**Hand rules for Kα1, L3 and K energies of free 2+ ions**

The table holds Kα1 line energies and K and L3 binding energies of six free dications (Z = 9 to 71) from Dirac-Fock ΔSCF calculations, configuration-averaged, with Breit and QED terms and no correlation. The program tests screened hydrogenic formulas with the first relativistic term: screening 1 for the line with nothing fitted, screening c√N for L3 with one fitted constant, and K as their sum. The line rule holds within 0.84% and L3 within about 4% with c = 2.26, while a constant L3 screening errs by more than 30% in four of five rows. The sum gives K within 1.2% except for F²⁺ (−8.9%), where 2p is the valence shell, and a direct 1s rule holds within 2% for all six rows. Comparison with the unexpanded Dirac formula shows that the close agreement for the Lu²⁺ line is a cancellation.

K and L3 binding energies and Kα1 line energies of free doubly charged ions in their tabulated ground configurations, computed with Radial Dirac-Fock and Kohn-Sham solver 2. The method is Dirac-Fock ΔSCF for the average of configuration, with a finite nucleus, first-order frequency-dependent Breit interaction, self-energy and vacuum polarisation, and no correlation.

## Program and output

```python
# Table: K-alpha1, K and L3 binding energies (eV) of free 2+ ions; radial Dirac-Fock Delta-SCF,
# configuration average, Breit and QED, no correlation. Tested: screened hydrogenic hand rules.
T = {
    'ion': ['Sc2+', 'Lu2+', 'F2+', 'Cl2+', 'Br2+', 'I2+'],
    'Z': [21, 71, 9, 17, 35, 53],
    'N': [19, 69, 7, 15, 33, 51],
    'k_alpha1': [4089.8, 54064.9, None, 2624.4, 11923.3, 28610.2],  # eV
    'k_binding': [4517.7, 63336.3, 752.0, 2863.3, 13508.8, 33199.0],  # eV
    'l3_binding': [427.92, 9271.4, None, 238.85, 1585.5, 4588.9],  # eV
}
import numpy as np
from scipy.constants import alpha as a, physical_constants as pc
from scipy.optimize import brentq, minimize_scalar
Ry = pc['Rydberg constant times hc in eV'][0]
mc2 = pc['electron mass energy equivalent in MeV'][0]*1e6
R = sorted(zip(T['Z'], T['N'], T['ion'], T['k_alpha1'], T['k_binding'], T['l3_binding']))
F = [r for r in R if r[3] is not None]
fK = lambda z: Ry*z*z*(1+(z*a)**2/4)
fL = lambda z: Ry*z*z/4*(1+(z*a)**2/16)
fA = lambda z: fK(z)-fL(z)
fD = lambda z: mc2*(np.sqrt(1-(z*a)**2/4)-np.sqrt(1-(z*a)**2))
pct = lambda m, t: 100*(m/t-1)
scr = lambda f, Z, E: brentq(lambda s: f(Z-s)-E, -2, Z-1)
fit = lambda rows, f, i, g, hi: minimize_scalar(lambda c: sum(pct(f(r[0]-c*g(r)), r[i])**2 for r in rows), bounds=(0, hi), method='bounded').x
rt = lambda r: np.sqrt(r[1])
gap = max(abs(r[4]-r[5]-r[3]) for r in F)
print(f"Ry={Ry:.3f} eV, 3Ry/4={0.75*Ry:.3f}, Ry/4={Ry/4:.3f}, 1/alpha={1/a:.2f}")
print(f"max |K-L3-Ka1|={gap:.2f} eV; table rounding up to 0.05 eV ({100*0.05/min(r[4] for r in R):.4f}% of smallest K)")
print("Ka1, z=Z-1: Moseley eV(err%) | rel.term% | rule eV(err eV, %) | full Dirac err%")
eM, eA = [], []
for Z, N, ion, A, K, L in F:
    z = Z-1; M = 0.75*Ry*z*z; eM.append(pct(M, A)); eA.append(pct(fA(z), A))
    print(f" {ion} {M:.0f}({eM[-1]:+.2f}) | {100*5/16*(z*a)**2:.2f} | {fA(z):.0f}({fA(z)-A:+.0f}, {eA[-1]:+.2f}) | {pct(fD(z), A):+.2f}")
print("Screening number that reproduces each value: line, K, L3, L3/sqrt(N)")
sL = [scr(fL, r[0], r[5]) for r in F]
for r, s in zip(F, sL):
    print(f" {r[2]} {scr(fA, r[0], r[3]):.2f} {scr(fK, r[0], r[4]):.2f} {s:.2f} {s/rt(r):.3f}")
r0 = R[0]
print(f" {r0[2]} K only: {scr(fK, r0[0], r0[4]):.2f}")
p = np.polyfit(np.log([r[1] for r in F]), np.log(sL), 1)[0]
pZ = np.polyfit(np.log([r[0] for r in F]), np.log(sL), 1)[0]
c0 = fit(F, fL, 5, rt, 3); c = round(c0, 2); s0 = fit(F, fL, 5, lambda r: 1.0, 15)
print(f"L3 screening exponent: {p:.2f} in N, {pZ:.2f} in Z; fit c={c0:.3f}, used {c}; best constant s={s0:.2f}")
print("L3: rule eV(err eV, %) | row left out: c, err% | constant s err%")
for r in F:
    cl = fit([q for q in F if q is not r], fL, 5, rt, 3); m = fL(r[0]-c*rt(r))
    print(f" {r[2]} {m:.0f}({m-r[5]:+.0f}, {pct(m, r[5]):+.1f}) | {cl:.3f}, {pct(fL(r[0]-cl*rt(r)), r[5]):+.1f} | {pct(fL(r[0]-s0), r[5]):+.0f}")
cK = round(fit(R, fK, 4, rt, 1.5), 2)
print(f"K: line rule + L3 rule eV(err eV, %) | direct 1s rule s={cK}*sqrt(N) eV(err%)")
for r in R:
    m = fA(r[0]-1)+fL(r[0]-c*rt(r)); d = fK(r[0]-cK*rt(r))
    print(f" {r[2]} {m:.0f}({m-r[4]:+.0f}, {pct(m, r[4]):+.2f}) | {d:.0f}({pct(d, r[4]):+.2f})")
print("Worked rows")
for r in F:
    if r[2] in ('Br2+', 'Lu2+'):
        z = r[0]-1; s = c*rt(r); y = r[0]-s
        print(f" {r[2]} z^2={z*z}, (z alpha)^2={(z*a)**2:.4f}, factor {1+5/16*(z*a)**2:.4f}; full Dirac minus rule {fD(z)-fA(z):.0f} eV")
        print(f"   L3: sqrtN={rt(r):.3f}, s={s:.2f}, z={y:.2f}, z^2={y*y:.0f}, factor {1+(y*a)**2/16:.4f}")
# further outputs of the same runs (eV): Koopmans K, Koopmans L3; K relaxation where given
ko = {'Cl2+': (2893.8, 246.942), 'Sc2+': (4556.7, 440.609), 'Br2+': (13590.0, 1614.4),
      'I2+': (33381.8, 4634.8), 'Lu2+': (63726.4, 9348.2)}
rx = {'Cl2+': 27.7088, 'Sc2+': 33.3769, 'Br2+': 51.3101}
print("Koopmans minus final, eV(% of value): K | L3 | line | relaxation share of K gap")
for Z, N, ion, A, K, L in F:
    dK, dL = ko[ion][0]-K, ko[ion][1]-L
    sh = f"{100*rx[ion]/dK:.0f}%" if ion in rx else "not given"
    print(f" {ion} {dK:.1f}({100*dK/K:.2f}) | {dL:.1f}({100*dL/L:.2f}) | {dK-dL:.1f}({100*(dK-dL)/A:.2f}) | {sh}")
assert gap < 0.15
assert 0 > eM[2] > eM[3] > eM[4] and max(abs(e) for e in eA) < 1.0
assert all(x < y for x, y in zip(sL, sL[1:])) and 1/3 < p < 1
```

Running it gives:

```
Ry=13.606 eV, 3Ry/4=10.204, Ry/4=3.401, 1/alpha=137.04
max |K-L3-Ka1|=0.10 eV; table rounding up to 0.05 eV (0.0066% of smallest K)
Ka1, z=Z-1: Moseley eV(err%) | rel.term% | rule eV(err eV, %) | full Dirac err%
 Cl2+ 2612(-0.46) | 0.43 | 2623(-1, -0.04) | -0.03
 Sc2+ 4082(-0.20) | 0.67 | 4109(+19, +0.47) | +0.47
 Br2+ 11796(-1.07) | 1.92 | 12023(+100, +0.84) | +0.90
 I2+ 27592(-3.56) | 4.50 | 28834(+224, +0.78) | +1.14
 Lu2+ 50001(-7.52) | 8.15 | 54078(+13, +0.02) | +1.27
Screening number that reproduces each value: line, K, L3, L3/sqrt(N)
 Cl2+ 1.00 2.51 8.62 2.226
 Sc2+ 1.05 2.82 9.79 2.245
 Br2+ 1.14 3.69 13.43 2.337
 I2+ 1.19 4.36 16.35 2.290
 Lu2+ 1.01 4.69 19.02 2.290
 F2+ K only: 1.57
L3 screening exponent: 0.52 in N, 0.55 in Z; fit c=2.257, used 2.26; best constant s=10.15
L3: rule eV(err eV, %) | row left out: c, err% | constant s err%
 Cl2+ 231(-7, -3.1) | 2.279, -4.8 | -33
 Sc2+ 423(-5, -1.2) | 2.261, -1.3 | -6
 Br2+ 1652(+66, +4.2) | 2.242, +5.1 | +33
 I2+ 4642(+53, +1.2) | 2.254, +1.4 | +37
 Lu2+ 9362(+91, +1.0) | 2.255, +1.2 | +38
K: line rule + L3 rule eV(err eV, %) | direct 1s rule s=0.62*sqrt(N) eV(err%)
 F2+ 685(-67, -8.94) | 737(-1.93)
 Cl2+ 2855(-8, -0.30) | 2908(+1.56)
 Sc2+ 4532(+14, +0.31) | 4575(+1.28)
 Br2+ 13675(+166, +1.23) | 13624(+0.86)
 I2+ 33476(+277, +0.84) | 33108(-0.28)
 Lu2+ 63440(+104, +0.16) | 62403(-1.47)
Worked rows
 Br2+ z^2=1156, (z alpha)^2=0.0616, factor 1.0192; full Dirac minus rule 8 eV
   L3: sqrtN=5.745, s=12.98, z=22.02, z^2=485, factor 1.0016
 Lu2+ z^2=4900, (z alpha)^2=0.2609, factor 1.0815; full Dirac minus rule 672 eV
   L3: sqrtN=8.307, s=18.77, z=52.23, z^2=2728, factor 1.0091
Koopmans minus final, eV(% of value): K | L3 | line | relaxation share of K gap
 Cl2+ 30.5(1.07) | 8.1(3.39) | 22.4(0.85) | 91%
 Sc2+ 39.0(0.86) | 12.7(2.97) | 26.3(0.64) | 86%
 Br2+ 81.2(0.60) | 28.9(1.82) | 52.3(0.44) | 63%
 I2+ 182.8(0.55) | 45.9(1.00) | 136.9(0.48) | not given
 Lu2+ 390.1(0.62) | 76.8(0.83) | 313.3(0.58) | not given
```
